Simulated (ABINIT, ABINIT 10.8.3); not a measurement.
# Lattice constant of fcc silver with PBEsol, PBE and PBE+D3(BJ), and the role of thermal expansion

## Starting point

The reference is the cubic lattice parameter of bulk silver, $a = 4.0857$ Å, quoted as a literature value in "Chemical Reactivity of Supported ZnO Clusters: Undercoordinated Zinc and Oxygen Atoms as Active Sites" (2020, PubMed Central 7756222). Neither method nor temperature is stated with it; I read it as a room-temperature diffraction value, since it agrees closely with a powder XRD result of 4.084 Å, reported in another paper for commercial silver powder. Two further quoted literature values, 4.085 and 4.086 Å, fall in the same narrow range. They may share an origin, so I don't count them as independent confirmation. The scatter of 0.002 Å is far too small to affect the choice of a functional.

| compared with | measured | source's wording or label | method |
| --- | --- | --- | --- |
| a (Å) | 4.0857 | cubic lattice parameter | method not stated * |
| a (Å) | 4.084 | 0.4084 nm | powder XRD |
| a (Å) | 4.086 | cubic lattice constant | method not stated |
| a (Å) | 4.085 | cubic lattice constant, quoted experimental value used to build the slab | method not stated |

Where a quantity has several values, deviations refer to the one marked *.

Conditions are those given with the value in the passage it was taken from; "not stated" means there, and the paper may say more elsewhere.

## Choices

The aim is the equilibrium lattice constant of fcc silver, from a non-magnetic one-atom cell relaxed within its space group. I start from the diffraction cell at 4.085 Å, which is 0.0007 Å below the reference.

I count $a$ within 0.5 % of the reference as success. That is tight enough to expose the one-to-two per cent errors common among semilocal functionals for heavy metals, and it leaves some room for what a static calculation omits: thermal expansion up to room temperature, with a small zero-point part, lengthens silver by roughly 0.4 %. I apply no correction before calling pass or miss, but a sound static result should lie somewhat below the reference.

My choice is PBEsol, a gradient functional built for equilibrium properties of dense solids. I skip LDA as the main level because it usually overbinds such metals, and plain PBE because it usually makes the late transition metals too large. I will settle the numerical settings first, then change the potential and set one neighbouring functional beside the result.

System: Ag (silver), fcc; Fm-3m (No. 225), 1 atom in the primitive cell; the database structure is a diffraction structure: a = 4.085 Å.

## 1. PBEsol with basis and mesh tightened

I run PBEsol at a working setting and repeat it twice, once with a higher plane-wave cutoff and once with a denser k mesh. In a metal with a filled, fairly localised d shell both can matter: the cutoff through the stress during the cell relaxation, the mesh through the Fermi surface. I expect a lattice constant slightly below the measured one and changes between the three runs well under 0.5 %.

**Run 1.** ABINIT 10.8.3: PBEsol, JTH PAW datasets, cell and atoms relaxed from the database structure, cutoff 20 Ha, 12x12x12 k mesh, Gaussian smearing 0.1 eV; PBE datasets.

Key lines of the input:
```
# potential files: JTH PAW datasets, made for PBE
ecut 20
pawecutdg 40
ecutsm 0.5
dilatmx 1.06
optcell 2
ionmov 2
ntime 50
ixc -116133
ngkpt 12 12 12
shiftk 0.0 0.0 0.0
occopt 7
tsmear 0.1 eV
nband 11
nstep 80
tolvrs 1.0d-10
pseudos "Ag.xml"
ntypat 1
znucl 47
natom 1
typat 1
# ... acell, rprim, xred
```

Command:
```
OMP_NUM_THREADS=1 mpirun -n 8 abinit run.abi > run.log
```

Selected lines of the output:
```
            acell      5.4216556946E+00  5.4216556946E+00  5.4216556946E+00 Bohr
```

Converged; 8.9 s on 8 cores of Arm Neoverse V1, shared host.

**Run 2.** ABINIT 10.8.3: PBEsol, JTH PAW datasets, cell and atoms relaxed from the database structure, cutoff 26 Ha, 12x12x12 k mesh, Gaussian smearing 0.1 eV; PBE datasets.

Key lines of the input, as changed from run 1:
```diff
- ecut 20
- pawecutdg 40
+ ecut 26
+ pawecutdg 52
```

Command:
```
OMP_NUM_THREADS=1 mpirun -n 4 abinit run.abi > run.log
```

Selected lines of the output:
```
            acell      5.4214608818E+00  5.4214608818E+00  5.4214608818E+00 Bohr
```

Converged; 18 s on 4 cores of Arm Neoverse V2, shared host.

**Run 3.** ABINIT 10.8.3: PBEsol, JTH PAW datasets, cell and atoms relaxed from the database structure, cutoff 20 Ha, 14x14x14 k mesh, Gaussian smearing 0.1 eV; PBE datasets.

Key lines of the input, as changed from run 1:
```diff
- ngkpt 12 12 12
+ ngkpt 14 14 14
```

Selected lines of the output:
```
            acell      5.4189528290E+00  5.4189528290E+00  5.4189528290E+00 Bohr
```

Converged; took 16 s.

| quantity | run 1 | run 2 | run 3 | measured |
| --- | --- | --- | --- | --- |
| a (Å) | 4.0574 | 4.0573 | 4.0554 | 4.0857 |
| conventional cell volume (Å³) | 66.80 | 66.79 | 66.70 |  |
| final pressure (GPa) | −0.00204 | −0.00208 | −0.00284 |  |

PBEsol misses the target. On the denser mesh $a$ is 4.0554 Å, 0.74 % below the reference, and the two runs on the coarser mesh are about 0.7 % short. The sign is the one I expected for a static lattice, but the size is larger.

The higher cutoff changes $a$ by only 0.0001 Å, so the basis isn't the cause. The denser mesh shortens it by 0.0020 Å, about 0.05 %. That is small against the miss and widens it, though two meshes don't establish the converged limit.

## 2. Another potential, and PBE for scale

Before blaming the functional I want to test the potential, because the PAW datasets used here were made for PBE and not for PBEsol. I therefore repeat PBEsol with PseudoDojo norm-conserving potentials. That run has a coarser 8x8x8 mesh, so a difference of a few thousandths of an ångström could come from the sampling; a potential error large enough to explain the miss should still stand out.

As the neighbouring level I take plain PBE, for which the PAW datasets were made. I expect it to lie above the measured value by more than 1 %, which would put the reference between the two functionals.

**Run 4.** ABINIT 10.8.3: PBEsol, PseudoDojo norm-conserving potentials, cell and atoms relaxed from the database structure, cutoff 41 Ha, 8x8x8 k mesh, Gaussian smearing 0.1 eV.

Key lines of the input:
```
# potential files: PseudoDojo norm-conserving potentials, made for PBEsol
ecut 41
ecutsm 0.5
dilatmx 1.06
optcell 2
ionmov 2
ntime 50
ngkpt 8 8 8
shiftk 0.0 0.0 0.0
occopt 7
tsmear 0.1 eV
nband 16
nstep 80
tolvrs 1.0d-10
pseudos "Ag.upf"
ntypat 1
znucl 47
natom 1
typat 1
# ... acell, rprim, xred
```

Selected lines of the output:
```
            acell      5.4269664067E+00  5.4269664067E+00  5.4269664067E+00 Bohr
```

Converged; took 19 s.

**Run 5.** ABINIT 10.8.3: PBE, JTH PAW datasets, cell and atoms relaxed from the database structure, cutoff 20 Ha, 12x12x12 k mesh, Gaussian smearing 0.1 eV.

Key lines of the input, as changed from run 1:
```diff
- ixc -116133
```

Selected lines of the output:
```
            acell      5.5493709853E+00  5.5493709853E+00  5.5493709853E+00 Bohr
```

Converged; took 12 s.

| quantity | run 4 | run 5 | measured |
| --- | --- | --- | --- |
| a (Å) | 4.0614 | 4.1530 | 4.0857 |
| conventional cell volume (Å³) | 66.99 | 71.63 |  |
| final pressure (GPa) | 0.00088 | 0.01468 |  |

The norm-conserving potentials give $a = 4.0614$ Å with PBEsol, 0.6 % below the reference and still outside the target. That is 0.0040 Å above the PAW result on the 12x12x12 mesh. Potential and mesh changed together, so I can't divide this difference between them. Both sets of potentials nevertheless put PBEsol on the short side, and the PBE-made datasets alone don't explain the miss.

PBE errs the other way and by more: 4.1530 Å is 1.6 % too long. At identical cutoff, mesh and datasets the two functionals differ by 0.0956 Å, far more than any change of numerical setting has produced. The choice of functional dominates here.

## 3. Dispersion added to PBE

The miss forces a change of course. PBE lacks long-range dispersion, and the polarisable d shell of silver should supply a noticeable attraction, so I add D3(BJ) to PBE at otherwise unchanged settings. The cell must contract; to reach the target it has to do so by about 0.05 Å, which I consider plausible. My reservation is that a pairwise correction built from atomic coefficients doesn't describe the screening by conduction electrons, so a good lattice constant would not by itself show that the physics is right.

**Run 6.** ABINIT 10.8.3: PBE+D3(BJ), JTH PAW datasets, cell and atoms relaxed from the database structure, cutoff 20 Ha, 12x12x12 k mesh, Gaussian smearing 0.1 eV.

Key lines of the input, as changed from run 5:
```diff
+ vdw_xc 7
```

Selected lines of the output:
```
            acell      5.4479812655E+00  5.4479812655E+00  5.4479812655E+00 Bohr
```

Converged; took 9.4 s.

| quantity | run 6 | measured | deviation |
| --- | --- | --- | --- |
| a (Å) | 4.0771 | 4.0857 | −0.0086 (−0.2 %) |
| conventional cell volume (Å³) | 67.77 |  |  |
| final pressure (GPa) | 0.00421 |  |  |

With D3(BJ) added, PBE gives $a = 4.0771$ Å, 0.2 % below the reference and inside the target. The dispersion term shortens the lattice constant by 0.0759 Å, more than the roughly 0.05 Å that was needed, and so carries PBE from well above the measured value to slightly below it.

The correction is thus about four fifths of the difference between PBE and PBEsol, and the agreement depends on its size. My reservation about pairwise dispersion in a metal stands: one lattice constant can't tell a correct description of the attraction from a compensation of PBE's own error.

## Table of results

| run | settings | a (Å) | deviation | cost |
| --- | --- | --- | --- | --- |
| 1 | PBEsol, JTH PAW datasets, cutoff 20 Ha, 12x12x12 k mesh, PBE datasets | 4.0574 | −0.0283 (−0.7 %) | 71 core-s |
| 2 | PBEsol, cutoff 26 Ha, PBE datasets | 4.0573 | −0.0284 (−0.7 %) | 74 core-s |
| 3 | PBEsol, 14x14x14 mesh, PBE datasets | 4.0554 | −0.0303 (−0.7 %) | 63 core-s |
| 4 | PBEsol, PseudoDojo, cutoff 41 Ha, 8x8x8 mesh | 4.0614 | −0.0243 (−0.6 %) | 74 core-s |
| 5 | PBE, JTH PAW datasets, cutoff 20 Ha, 12x12x12 k mesh | 4.1530 | +0.0673 (+1.6 %) | under 1 core-min |
| 6 | PBE+D3(BJ), JTH PAW datasets, cutoff 20 Ha, 12x12x12 k mesh | 4.0771 | −0.0086 (−0.2 %) | under 1 core-min |
|  | measured | 4.0857 |  |  |

## Judgement

PBEsol, the level I committed to, misses the 0.5 % target: its lattice constant is 0.7 % too short with the PAW datasets and 0.6 % too short with the norm-conserving potentials. PBE+D3(BJ), taken up after that miss, meets the target at 0.2 % below the reference, for under one core-minute. Plain PBE is 1.6 % too long.

The hit doesn't establish PBE+D3(BJ) as the better description. The reference most likely belongs to room temperature, while the calculations are static. My opening allowance of roughly 0.4 % was too small: it covers about the thermal part alone, and zero-point motion adds between 0.1 and 0.2 %, so the whole is nearer 0.5 to 0.6 %. That would bring PBEsol to within about 0.2 % of the reference and put PBE+D3(BJ) 0.3 to 0.4 % above it. Most of the PBEsol miss is therefore probably missing expansion, and on this estimate PBEsol is the closer of the two. The target, applied without a correction, was too tight for a sound static result. For plain PBE the same allowance makes the error larger, a little over 2 %.



The cutoff test ruled out the basis as the cause of the PBEsol miss, and the comparison with PBE showed how strongly the functional matters. The change of potential was less conclusive, because the k mesh changed with it. Two points stay open: the separate effects of potential and mesh in PBEsol, and the sensitivity of the PBE+D3(BJ) result to cutoff and mesh, which I didn't test. A calculation of the thermal expansion itself would be the most useful next step.

[Logs are printed without paths, hosts, clocks, repeated set-up lines and the standing remarks that a program may print on its own settings, such as how far it seeks lower states.]

[The runs shown are a pick from a larger set of finished runs; failed, doubtful and other runs were left out of it ahead of writing. So were measured values far from every level or from commonly accepted values, and agreement can look better than it is. Lines of input and output are excerpts and may be shortened.]
